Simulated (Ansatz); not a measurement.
SnO₂: pressure and energy above lowest point against volume scale

All results are calculated (Ansatz 0.2.0). Free energy against uniform scaling of the volume at fixed shape and fractions; periodic cell, basis, potentials, k mesh and filling as listed.

The cell before it is scaled or strained (space group Pnnm, No. 58):
```
SnO2
1.0
      4.7880     0.0000     0.0000
      0.0000     4.8666     0.0000
      0.0000     0.0000     3.2409
Sn O
2 4
Direct
  0.50000 0.50000 0.50000
  0.00000 0.00000 0.00000
  0.29185 0.32104 0.00000
  0.79186 0.17896 0.50000
  0.20814 0.82104 0.50000
  0.70814 0.67896 0.00000
```

Settings of every row: functional LDA; dispersion none; potentials PAW; wave cutoff 500 eV; density cutoff 2000 eV; k mesh 4x4x6; k shift 0x0x0; occupations fixed; smearing width 0 eV; spin none.

Limits: the cell comes from a prototype or a list of computed structures and needn't be the stable phase.

| row | volume scale | V (Å³/atom) | pressure (GPa) | energy above lowest point (meV/atom) |
| --- | --- | --- | --- | --- |
| 1 | 0.9 | 11.328 | 10.85 | 16.3 |
| 2 | 0.925 | 11.642 | 3.99 | 1.9 |
| 3 | 0.95 | 11.957 | -1.89 | 0 |
| 4 | 0.975 | 12.272 | -6.92 | 8.8 |
| 5 | 1 | 12.586 | -11.21 | 26.7 |
| 6 | 1.025 | 12.901 | -14.85 | 52.4 |
| 7 | 1.05 | 13.215 | ? | ? |
| 8 | 1.075 | 13.53 | -20.46 | 122.3 |
| 9 | 1.1 | 13.845 | -22.67 | 164.7 |

Question: what pressure and energy above lowest point should row 7 give?

Worked fit of pressure. Take u = (V_r/V)^(2/3) − 1 with V_r = 12.429 Å³ an atom, which is twice the finite (Eulerian) strain; such expansions in the strain, on which the Birch-Murnaghan equation of state is built, carry the rest volume and the bulk modulus. The shown rows have u = 0.06379, 0.04457, 0.02615, 0.00851, -0.00833, -0.02454, -0.05501, -0.0694. Least squares give pressure = −9.149 + 253.32 × u + 897.3 × u² + 736 × u³ GPa; a parabola predicts inner rows, each left out in turn, worse (root mean square 0.054 against 0.026 GPa). The rows lie off it by 0.00, 0.00, 0.01, 0.01, -0.01, -0.01, 0.03, -0.02. The pressure vanishes at u = 0.0323, or V = 11.85 Å³ an atom, and there the bulk modulus at fixed shape and fractions is B = −V dP/dV = (2/3)(1 + u) dP/du = 216 GPa. Letting shape and atoms relax would as a rule lower it, by much in layered, chain or molecular crystals. The withheld row has u = -0.04006, so the fit gives −9.149 + 253.32 × (-0.04006) + 897.3 × (-0.04006)² + 736 × (-0.04006)³ = -17.90 GPa.

The calculation gave -17.89 GPa. The fit lies 0.01 GPa (0.03 % of the column's range) below it, one unit of the last digit.

Worked fit of energy above lowest point. Take u = (V_r/V)^(2/3) − 1 with V_r = 12.429 Å³ an atom, which is twice the finite (Eulerian) strain; such expansions in the strain, on which the Birch-Murnaghan equation of state is built, carry the rest volume and the bulk modulus. The shown rows have u = 0.06379, 0.04457, 0.02615, 0.00851, -0.00833, -0.02454, -0.05501, -0.0694. Least squares give energy above lowest point = 16.73 − 1065.6 × u + 16012 × u² + 9234 × u³ meV/atom; a parabola predicts inner rows, each left out in turn, worse (root mean square 0.65 against 0.038 meV/atom). All shown rows lie on it to the printed digit. Its lowest point lies at u = 0.0324, or V = 11.85 Å³ an atom, and the curvature there gives the bulk modulus at fixed shape and fractions, B = (4/9)(1 + u)² E″(u)/V = 217 GPa. Letting shape and atoms relax would as a rule lower it, by much in layered, chain or molecular crystals. The withheld row has u = -0.04006, so the fit gives 16.73 − 1065.6 × (-0.04006) + 16012 × (-0.04006)² + 9234 × (-0.04006)³ = 84.5 meV/atom.

The calculation gave 84.6 meV/atom. The fit lies 0.1 meV/atom (0.061 % of the column's range) below it, one unit of the last digit.
